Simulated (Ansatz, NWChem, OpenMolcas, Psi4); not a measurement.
Computed against measured: atomisation enthalpy at 298 K

9 molecules; the atomisation enthalpy at 298 K in kJ/mol, computed less measured. Shapes, held fixed at every level: PBE0-D4/def2-TZVP. Thermal terms are harmonic and unscaled (PBE0-D4/def2-TZVP); the spin-orbit lowering of the free atoms is taken from their spectra. Programs: Ansatz 0.2.0, NWChem 7.3.0, OpenMolcas 26.06, Psi4 1.11. A level may come from different programs for different species; with the same settings they agree closely. Measured values: Active Thermochemical Tables, CRC Handbook of Chemistry and Physics, NIST-JANAF tables.

Levels: A = TPSS/def2-TZVPPD; B = BHLYP-D4/def2-TZVPP; C = r2SCAN0-D4/def2-TZVPP; D = B2PLYP/def2-TZVPPD.

```csv
molecule,from tabulated heats,A,B,C,D
HCl (hydrogen chloride),431,-1,-22,-12,-9
HI (hydrogen iodide),298,+3,-20,-14,-10
N2 (nitrogen),945,-3,-87,-91,+2
HBS (hydrogen boron sulfide),1015,+9,-31,-5,-1
H2Se (SMILES [SeH2]),633,+30,-6,+2,+5
H2Te (SMILES [TeH2]),533,+39,+1,+1,+10
N2H (SMILES [N]=N),913,+36,-62,-57,+10
C2H2 (acetylene),1641,-3,-71,-46,-12
NH3 (ammonia),1172,+7,-36,-39,-5
```

(1) Sum up the errors.

## Answers

(1) 
```tsv
level	kind	mean error	mean absolute error	worst case
TPSS/def2-TZVPPD	meta-GGA	+13.0	14.6	H2Te
BHLYP-D4/def2-TZVPP	global hybrid	-37.1	37.3	N2
r2SCAN0-D4/def2-TZVPP	global hybrid	-29.0	29.7	N2
B2PLYP/def2-TZVPPD	double hybrid	-1.1	7.1	C2H2
```

On this set B2PLYP/def2-TZVPPD has the smallest mean absolute error and BHLYP-D4/def2-TZVPP the largest. TPSS/def2-TZVPPD is too high in 6 of 9; BHLYP-D4/def2-TZVPP is too low in 8 of 9; r2SCAN0-D4/def2-TZVPP is too low in 7 of 9. The heats of H2Se, H2Te come from older tables and can be uncertain by 10 kJ/mol or more. The molecules' own spin-orbit binding is left out, so errors for heavy halides read too negative. The tabulated value of HBS is in doubt (older tables, estimates, or at odds with other calculations) and kept here. Over the 8 molecules whose values aren't doubted the mean absolute errors are A 15.2; B 38.1; C 32.8; D 7.9. Open shells run unrestricted. For atoms past krypton def2 sets carry core potentials with scalar relativity. Relativity is left out for Se. Outer-core shells of I, Se, Te are correlated, in sets that cover them unevenly. The set is small.

The two global hybrids underbind most where electron pairs are packed into multiple bonds: N2, C2H2 and N2H. Exact exchange removes the part of semilocal exchange that mimics left-right correlation, and their semilocal correlation does not replace it. The perturbative term in B2PLYP largely does, bringing N2 to +2. Bond order is not the whole story, since singly bonded NH3 is also clearly underbound by both hybrids. Nor is the share of exact exchange: r2SCAN0 has less of it than BHLYP, yet does worse for N2 and NH3, so the semilocal part matters too.

N2H exposes a failure that the averages hide. The measured values place it above N2 plus a hydrogen atom, as expected for a metastable radical. TPSS reverses that order, probably by over-stabilising the delocalised radical, while r2SCAN0 makes the two nearly level; BHLYP and B2PLYP keep the right sign. B2PLYP's near-zero mean error partly reflects cancellation between molecules, so it does not guarantee comparable accuracy for reaction energies.
